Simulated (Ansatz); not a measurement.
## A van 't Hoff estimate for C2H5BrSi + C2H6O ⇌ C2H6OSi + C2H5Br

Species: C2H5BrSi `C=C[SiH2]Br`, singlet; C2H6O `CCO`, singlet; C2H6OSi `C=C[SiH2]O`, singlet; C2H5Br (bromoethane) `CCBr`, singlet. The partners trade Br for OH: Si–Br and C–OH bonds give way to Si–OH and C–Br.

The electronic reaction energy at CCSD(T)/def2-TZVPP is -31.9 kJ/mol. Shapes: PBE0-D4/def2-TZVP. Flexible molecules stand in one conformer, not always the lowest. Programs: Ansatz 0.2.0. Enthalpy and entropy come from rigid-rotor, harmonic-oscillator sums on unscaled PBE0-D4/def2-TZVP wavenumbers, ideal gases at 1 bar; R ln 2 is added for the mirror twin of the chiral shape of C2H5BrSi, C2H6O, C2H6OSi. Symmetry numbers: C2H5BrSi 1, C2H6O 1, C2H6OSi 1, C2H5Br 1. R = 8.3145 J/(mol K).

```
T (K)  ΔH (kJ/mol)  ΔS (J/(mol K))
  300        -35.2            -4.4
  500        -34.5            -2.8
  700            ?               ?
```

Problem. Work out ln K at 300 and 500 K, and from these estimate it at 700 K.

Solution. 
1. 300 K: ΔG = -35.2 − 300 × (-4.4)/1000 = -33.9 kJ/mol; ln K = −ΔG/RT = +13.59.
2. 500 K: ΔG = -34.5 − 500 × (-2.8)/1000 = -33.1 kJ/mol; ln K = −ΔG/RT = +7.96.
3. Slope against 1000/T: (+7.96 − (+13.59))/(2.0000 − 3.3333) = +4.22, that is −ΔH/R with ΔH near -35 kJ/mol.
4. 700 K: ln K = +13.59 + (+4.22) × (1.4286 − 3.3333) = +5.55.

The full sums give ΔH = -33.8 kJ/mol, ΔS = -1.6 J/(mol K), ΔG = -32.7 kJ/mol and ln K = +5.62 at 700 K, so the line is off by -0.07 in ln K; without rounding the miss is -0.05, from the change of ΔH with temperature. The products are favoured over this whole range. An error of 10 kJ/mol in the energy moves ln K by 1.7 at 700 K. Soft modes are treated as harmonic, which can err either way at these temperatures; the lowest are those of C2H5BrSi (74 cm⁻¹), C2H6OSi (110 cm⁻¹), C2H5Br (260 cm⁻¹). Other conformers aren't counted. Relativity is left out for Br. Outer-core shells of Br are correlated, in sets that cover them unevenly.

The exchange is driven by enthalpy: ln K stays positive but falls on heating, as it must for an exothermic reaction with little entropy change. Oxygen binds more strongly than bromine to both carbon and silicon, so what counts is the difference between the two preferences. It is larger at silicon, where the electropositive centre gives a very polar, short Si–O bond, probably helped by donation from the oxygen lone pairs into σ* orbitals on silicon. That gain outweighs the loss of the C–O bond in ethanol.

The small negative ΔS shouldn't be read as a tightening of the products. Two chiral shapes stand on the left and one on the right, and the resulting net loss of R ln 2 is larger than the whole ΔS at each temperature; the remaining contributions therefore slightly favour the products. A favourable K does not establish this exchange as the practical outcome, since bromosilanes and alcohols ordinarily give alkoxysilanes and HBr, a competing channel outside this equilibrium.
